**Solution key: choosing a correlation method for phosphorus donor pairs in silicon**

**(a) Units.** Use $\varepsilon=11.7$ (compiled value, Ioffe Institute) and an assumed isotropic mass $m^*=0.46\,m_e$, chosen to reproduce the typical P binding energy of about 45 meV. Then $a^*=\varepsilon a_0m_e/m^*=1.35$ nm and $\mathrm{Ha}^*=E_hm^*/(m_e\varepsilon^2)=91.4$ meV. In these units the envelopes $a,b=e^{-r}/\sqrt\pi$, a distance $R$ apart, give

$$S=e^{-R}(1+R+\tfrac{R^2}{3}),\quad h_{aa}=-\tfrac12-\tfrac1R+e^{-2R}(1+\tfrac1R),\quad h_{ab}=-\tfrac S2-e^{-R}(1+R),$$
$$U=(aa|aa)=\tfrac58,\quad V=(aa|bb)=\tfrac1R-e^{-2R}(\tfrac1R+\tfrac{11}8+\tfrac{3R}4+\tfrac{R^2}6),$$
$$Y=(aa|ab)=e^{-R}(R+\tfrac18+\tfrac5{16R})-e^{-3R}(\tfrac18+\tfrac5{16R}),$$
$$5X=5(ab|ab)=e^{-2R}(\tfrac{25}8-\tfrac{23R}4-3R^2-\tfrac{R^3}3)+\tfrac6R\left[S^2(\gamma+\ln R)-2S\bar S\,\mathrm{Ei}(-2R)+\bar S^2\mathrm{Ei}(-4R)\right],$$

with $\bar S=S(-R)$ and $\gamma$ Euler's constant.

**(b) Exact pair.** With $\sigma_{1,2}=(a\pm b)/\sqrt{2(1\pm S)}$:
$h_{11,22}=\frac{h_{aa}\pm h_{ab}}{1\pm S}$, $J_{11,22}=\frac{U+V+2X\pm4Y}{2(1\pm S)^2}$, $J_{12}=\frac{U+V-2X}{2(1-S^2)}$, $K=K_{12}=\frac{U-V}{2(1-S^2)}$.

The configuration $\sigma_1\sigma_2$ is ungerade, so only $\sigma_2^2$ mixes with $\sigma_1^2$, through $K$. Their gap is $2\Delta=2h_{22}+J_{22}-2h_{11}-J_{11}$. With $\epsilon_1=h_{11}+J_{11}$, $\epsilon_2=h_{22}+2J_{12}-K$ and $\delta=\epsilon_2-\epsilon_1$,
$$2\Delta=2\delta+J_{11}+J_{22}-4J_{12}+2K .$$
For $\Psi=\sigma_1^2+c\,\sigma_2^2$, with energy counted from Hartree–Fock, $E=Kc$ and $K+2\Delta c=Ec$, so
$$E_{\rm corr}=\Delta-\sqrt{\Delta^2+K^2}=cK .$$
For $\Delta\gg K$ this is $-K^2/2\Delta+K^4/8\Delta^3-\dots$. At dissociation $\Delta\to0$, $c\to-1$ and $E_{\rm corr}\to-K\to-U/2=-28.6$ meV.

At $R=2$ (2.69 nm): $S=0.5865$, $J_{11}=0.5267$, $J_{22}=0.5471$, $J_{12}=0.5203$, $K=0.1517$, $\delta=0.7550$, $\Delta=0.4031$, $c=-0.1819$, $E_{\rm corr}=-0.02759$, or $-2.5$ meV. One per cent of it is $k_B\times0.29$ K.

**(c) Deviation, $N$ non-interacting pairs.** Full CI gives $NE_{\rm corr}$. Doubles CI (CID) couples the reference to $N$ doubles and gives $\Delta-\sqrt{\Delta^2+NK^2}$, which per pair decays as $-K/\sqrt N$. CCD factorises into the pair quadratic and is exact here. Plain iteration with orbital-energy denominators, from the MP2 energy $e_0=-K^2/2\delta$, reads
$$e_{k+1}=e_0+g\,e_k+e_k^2/2\delta,\qquad g=1-\Delta/\delta=0.466 .$$
The deviation falls asymptotically as $\rho^k$, with $\rho=g+E_{\rm corr}/\delta=0.430$. Dropping $e_k^2$ gives linear steps L$k$, $e_k=-(K^2/2\Delta)(1-g^{k+1})$: L1 is MP3, and the limit overshoots by about $K^4/8\Delta^3$.

**(d) Cost.** Count leading multiply-adds, exploiting neither permutational symmetry nor pair separation, for $N$ occupied, $N$ virtual and $2N$ basis orbitals.

- MP2: quarter transformations $(16+8+4+2)N^5=30N^5$; memory $8N^4$.
- Full transformation: $4(2N)^5=128N^5$; memory $16N^4$, plus $N^4$ per amplitude vector.
- Linear or CID step: two ladder and two ring contractions over six indices, $4N^6$.
- CCD step: three further contractions build intermediates, $7N^6$.
- Full CI: $D=\binom{2N}N^2\approx16^N/\pi N$ determinants per vector, each with $N^4$ opposite-spin doubles, so $DN^4$ per step.

For $N=20$, work $W$ is in units of $N^6$, the full transformation costs 6.4, and deviation means $1-e/E_{\rm corr}$.

| $k$ | $W$ linear | dev. (%) | $W$ CCD | dev. (%) |
|---|---|---|---|---|
| 0 (MP2) | 1.5 | 44.8 | | |
| 1 | 10.4 | 19.0 | 13.4 | 19.6 |
| 2 | 14.4 | 7.0 | 20.4 | 8.5 |
| 3 | 18.4 | 1.5 | 27.4 | 3.7 |
| 4 | 22.4 | −1.1 | 34.4 | 1.6 |
| 5 | 26.4 | −2.4 | 41.4 | 0.68 |
| 6 | | | 48.4 | 0.29 |
| 7 | | | 55.4 | 0.12 |
| 8 | | | 62.4 | 0.054 |
| ∞ | | −3.4 | | 0 |

Converged CID deviates by 30.1 % at $W\ge10.4$, so MP3 dominates it at this $N$. Full CI has $D=1.9\times10^{22}$, needs $W=4.8\times10^{19}$ per step and stores $1.2\times10^{17}N^4$ numbers per vector.

**(e) Choices among these schemes.** Cheapest within 50 %: MP2; 20 %: MP3; 10 %: L2; 2 %: L3; 1 %: five CCD steps; 0.1 %: eight. Best for $W\le5$: MP2; $W\le20$: L3; $W\le40$: L4; $W\le50$: six CCD steps. L3 and L4 profit from cancellation, since the monotonic linear sequence crosses the exact value between them.

**(f) Limits.** On stretching, $\delta\to1/R$: MP2 diverges as $-K^2R/2$, the linear limit diverges, and $\rho\to1-KR$ drops below $-1$, so the quadratic must be solved otherwise. Interacting pairs remove the exactness of CCD. The energies are the model's. The basis-limit correlation energy of H$_2$ near equilibrium is typically about 0.04 hartree, so the basis-set error is of the order of $E_{\rm corr}$. Interference of the six valleys multiplies $S$, $h_{ab}$ and $Y$ by roughly $\frac13\sum_{\mu=x,y,z}\cos k_0R_\mu$, with $k_0$ the valley wavenumber. Where this vanishes, $\Delta\approx0$ and $E_{\rm corr}\approx-(U-V)/2=-9.1$ meV, and the ranking in (e) fails.